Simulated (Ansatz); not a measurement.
# SiH4 (silane): methods side by side

SiH4: 5 atoms, total charge 0, spin state singlet. SMILES: `[SiH4]`. Geometry: relaxed at PBE0-D4/def2-TZVP.

```xyz
5

Si    0.0000    0.0000   -0.0001
H     0.9676   -0.6884    0.8909
H    -1.3310    0.0449    0.6560
H    -0.1051   -0.7403   -1.2826
H     0.4685    1.3838   -0.2642
```

Quantity: the energy change with the Si1–H2 bond stretched from 1.485 to 2.227 Å, in eV. The values are calculated.

```json
{"level": "revPBE/6-31G (restricted)", "kind": "GGA", "program": "Ansatz", "value (eV)": "1.70", "less CCSDT/6-31G": "+0.12", "CPU time (all runs)": "1.7 s"}
{"level": "r2SCAN/6-31G (restricted)", "kind": "meta-GGA", "program": "Ansatz", "value (eV)": "1.85", "less CCSDT/6-31G": "+0.27", "CPU time (all runs)": "3.8 s"}
{"level": "wB97M-V/6-31G (restricted)", "kind": "range-separated hybrid", "program": "Ansatz", "value (eV)": "1.94", "less CCSDT/6-31G": "+0.36", "CPU time (all runs)": "21 s"}
{"level": "wB97X/6-31G (restricted)", "kind": "range-separated hybrid", "program": "Ansatz", "value (eV)": "1.98", "less CCSDT/6-31G": "+0.40", "CPU time (all runs)": "7.2 s"}
{"level": "B2PLYP/6-31G (restricted)", "kind": "double hybrid", "program": "Ansatz", "value (eV)": "1.86", "less CCSDT/6-31G": "+0.28", "CPU time (all runs)": "2.5 s"}
{"level": "CCSDT(Q)/6-31G (restricted)", "kind": "coupled cluster or CI", "program": "Ansatz", "value (eV)": "1.58", "less CCSDT/6-31G": "0.00", "CPU time (all runs)": "0.76 s"}
{"level": "CCSDT/6-31G (restricted)", "kind": "coupled cluster or CI", "program": "Ansatz", "value (eV)": "1.58", "less CCSDT/6-31G": "0.00", "CPU time (all runs)": "0.68 s"}
{"level": "CCSDTQ/6-31G (restricted)", "kind": "coupled cluster or CI", "program": "Ansatz", "value (eV)": "1.58", "less CCSDT/6-31G": "0.00", "CPU time (all runs)": "7.9 s"}
{"level": "FCI/3-21G", "kind": "exact in the basis", "program": "Ansatz", "value (eV)": "1.60", "less CCSDT/6-31G": "+0.02", "CPU time (all runs)": "20 s"}
```

Differences are taken from CCSDT/6-31G (restricted) for orientation; it has basis-set and higher-order errors of its own. The first shape isn't each level's own minimum. The values span 1.58 to 1.98 eV. All rows use very small basis sets, so none should be taken for the real molecule's value. CPU times are rough (shared hosts, several kinds of processor): they show what a rung costs within a factor of a few.

Stretching one Si–H bond costs 1.58 eV at CCSDT, and neither perturbative nor full quadruples change that at the printed precision. This fits the breaking of a single two-electron bond, where the main correlation effect is the growing mixing of σ² and σ*² configurations, which doubles and triples already describe well. The FCI value doesn't test this convergence directly, because its basis differs.

Every density functional gives a higher cost, from 1.70 eV for revPBE to 1.98 eV for wB97X. A restricted determinant keeps too much ionic character as the bond lengthens. Semilocal exchange partly mimics the missing left-right correlation, while exact exchange doesn't, which probably helps put the range-separated hybrids on top. Exact exchange can't explain the whole order, though, since r2SCAN, which has none, nearly matches B2PLYP.

Without polarization functions, coupled cluster also loses correlation energy that binds the hydrogen, whereas density functionals depend less on the basis for it, so the offsets don't rank the functionals' accuracy for silane.
